Scandium in five relaxed structures, computed with Ansatz 0.2.0: density functional theory with the LDA functional, scalar-relativistic plane-wave PAW, no spin polarisation. The plane-wave cutoff is 420 eV and the Fermi-Dirac smearing width 0.1 eV. Energies are extrapolated to zero smearing and count from the lowest of the structures listed.

```
        structure  space group of the relaxed cell  neighbours within 15 % of the shortest distance    k mesh  energy above lowest (meV/atom)  volume per atom (Å³)
              fcc                            Fm-3m                                               12  20×20×20                               0                 22.35
omega (AlB2-type)                           P6/mmm                                               14    8×8×11                              13                 22.29
              bcc                            Im-3m                                                8  20×20×20                              79                 22.68
     simple cubic                            Pm-3m                                                6  12×12×12                             697                 23.07
          diamond                            Fd-3m                                                4  10×10×10                            1928                 26.77
```

The order in the cold

Of the five structures, fcc has the lowest energy. Omega follows 13 meV per atom above it and bcc 79 meV above it, while simple cubic and diamond lie far higher. The metal itself is hcp at room temperature, a different stacking of the same close-packed layers, so the result is best read as a preference for close packing. Two standard ideas offer reasons for the broad order: one concerns the high energy of the open structures, the other the place of bcc above fcc. The small gap between fcc and omega is not explained by either.

Open structures lose bonds

In a metal with d electrons, much of the bonding comes from levels that spread into a band when neighbouring orbitals overlap. If the overlap with each of the Z nearest neighbours is the same, their contributions add as squares, so the band width grows as √Z, and the bonding energy roughly follows it. Measured from fcc with its 12 neighbours, a structure should then cost

E(Z) = B · [1 − √(Z/12)]

where B is the full bonding energy of fcc. At equal overlap, fewer neighbours mean a narrower band and a higher energy, which is the order found for simple cubic and diamond. In the relaxed structures, however, the remaining neighbours sit closer than in fcc, by 10 % in simple cubic and 18 % in diamond. Each bond should then be stronger and make up for part of the loss, which in simple models lowers the exponent below one half.

The size of the effect is a harder test. B cancels in the ratio of the two costs, so neither structure is used to set a constant:

E(4)/E(6) = (1 − √(4/12)) / (1 − √(6/12)) = 0.42/0.29 ≈ 1.4

The calculation gives 2.8. Another exponent doesn't help, because a law in which bonding rises as any power of Z stays below 1.6.

No such power law accounts for the high cost of diamond beside that of simple cubic. A plausible reason, not tested here, is that the four directed bonds of diamond suit atoms with four s and p electrons, as in silicon. Scandium brings only three valence electrons, partly of d character, and can't fill such bonds.

Compact structures differ in band shape

Counting neighbours doesn't separate the three lowest structures. The 14 neighbours listed for omega belong to one site in three; the other two sites have 11, which makes the average 12, as in fcc. The 8 listed for bcc leave out six more atoms that sit just beyond the cutoff. All three are densely packed, with volumes that agree within 2 %.

Standard band theory explains the higher energy of bcc by the shape of the d band. In bcc the band is split by a deep valley near its middle, which pays off when most of the levels below the valley are filled and few of those above it. That is why vanadium and chromium are bcc. Scandium has too few d electrons to profit, and at such a low filling close packing puts the occupied levels lower.

The calculation fits this picture without settling it. Near the Fermi energy, the border between filled and empty levels, bcc has about 2.4 levels per eV and atom, against 1.7 in fcc, as estimated from the entropy of the electrons. Many levels at that border often go with an unfavourable structure. The sign isn't a general ranking, though: diamond has fewer such levels than simple cubic and still lies much higher.

How safe is the order?

The lead of fcc over omega is weak. Omega was sampled with about a quarter of the k-point density used for fcc, and 13 meV is a gap that such a difference in sampling could disturb. The calculation also combines the LDA with atomic datasets made for another functional, PBE. A change of functional can shift energy differences between metal structures, and a gap this small could change sign. Zero-point motion is left out too, but it is a lesser worry: by the rough estimate in the output, the vibrations of omega would have to be almost 40 % softer than those of fcc for it to reverse the order alone.

The lead over bcc is firmer. Both structures were computed on a dense k mesh, which should keep the sampling error of each small, and the gap is six times as large. The open structures are out of reach of errors of this kind. Their electron spins were kept paired, but a magnetic state would have to gain about 0.6 eV per atom to bring simple cubic down to bcc.

Heat could reverse it

At high temperature the structure with the lowest free energy wins, and soft vibrations lower the free energy. For classical vibrations the difference between two structures is

ΔF = ΔF(el) + 3kT · ln(ω₂/ω₁)

Here ΔF(el) is the gap with hot electrons included, k is Boltzmann's constant, T the temperature, and ω₁ and ω₂ are the geometric means of the vibration frequencies in fcc and its competitor. The competitor wins once ω₂/ω₁ falls below exp[−ΔF(el)/3kT].

Take bcc at 1160 K, where kT is 100 meV. The smearing of the calculation acts as an electronic temperature of just this size, so the gap with hot electrons can be read off directly: 68 meV. The condition becomes

ω₂/ω₁ < exp(−68/300) ≈ 0.80

The vibrations of bcc must be about 20 % softer than those of fcc. For omega the same step gives only 3 %.

These percentages are requirements, since the vibrations themselves were not computed. The formula also assumes that each structure is stable against small displacements, which was not tested. If bcc is held up only by its symmetry in the cold, the frequencies that count are those it has at the high temperature. A difference of 3 % between two phases of a metal is ordinary, so the calculation can't say whether fcc or omega is preferred in the heat. A difference of 20 % is large, but bcc metals with few d electrons are known for soft shear vibrations. Real scandium does turn bcc before it melts, though it starts from hcp, which is not among the five structures.

The electrons help bcc as well. The dense levels at the Fermi energy that accompany its high energy in the cold give hot electrons more states to occupy. This extra entropy has already closed the gap by 11 meV at 1160 K. It is a modest contribution, and the vibrations have to supply the larger part.

Moderate pressure does not

Pressure favours the structure with the smaller volume, and bcc is the bulkier one. At 8.9 GPa its extra 0.33 Å³ per atom should cost, with 1 GPa·Å³ = 6.2 meV,

8.9 × 0.33 × 6.2 meV ≈ 18 meV

The enthalpies obtained from the compressed cells agree: the gap between fcc and bcc grows from 79 to 97 meV. Omega has almost the same volume as fcc, and its gap stays near 12 meV.

For a neighbouring metal the same reasoning starts with the filling of the d band, which often indicates whether close packing or bcc is favoured in the cold. The gap divided by 3kT then gives roughly the fraction by which the losing structure must be softer to win in the heat, as long as that fraction is small. The output below lists this softening for each structure at two temperatures.

Numerical output:

```
Heat and order relative to fcc:
                row  free energy gap with hot electrons (meV)  lowering by electronic entropy (meV)  phonon softening needed at 1160 K (%)  phonon softening needed at 300 K (%)
                fcc                                         0                                     0                                      0                                     0
  omega (AlB2-type)                                      10.3                                 2.512                                  3.374                                 15.43
                bcc                                     67.81                                 11.23                                  20.23                                 63.89
       simple cubic                                       683                                 13.54                                  89.74                                 99.99
            diamond                                      1920                                 8.353                                  99.83                                   100
Electrons and sampling:
                row  level density near Fermi energy (states per eV and atom)  k points times atoms in cell
                fcc                                                     1.687                          8000
  omega (AlB2-type)                                                      1.84                          2112
                bcc                                                      2.37                          8000
       simple cubic                                                     2.511                          1728
            diamond                                                     2.195                          2000
Electronic temperature of the smearing (K): 1160
Extra vibrational entropy omega needs at that temperature (kB per atom): 0.103
Extra vibrational entropy bcc needs at that temperature (kB per atom): 0.6781
Rough zero-point energy for a recalled Debye temperature of 350 K (meV per atom): 33.93
Softening omega needs to win by zero-point energy alone (%): 38.31
Enthalpy of omega above fcc at 8.9 GPa (meV per atom): 11.92
Enthalpy of bcc above fcc at 8.9 GPa (meV per atom): 97.04
Volume of bcc above fcc (%): 1.477
Volume of diamond above fcc (%): 19.78
Energy ratio diamond to simple cubic in the table: 2.766
Same ratio from the square-root law: 1.443
Same ratio from equal pair bonds: 1.333
Upper limit of this ratio for any rising power law: 1.585
Mean neighbour number in omega with 11 on two sites of three: 12
```
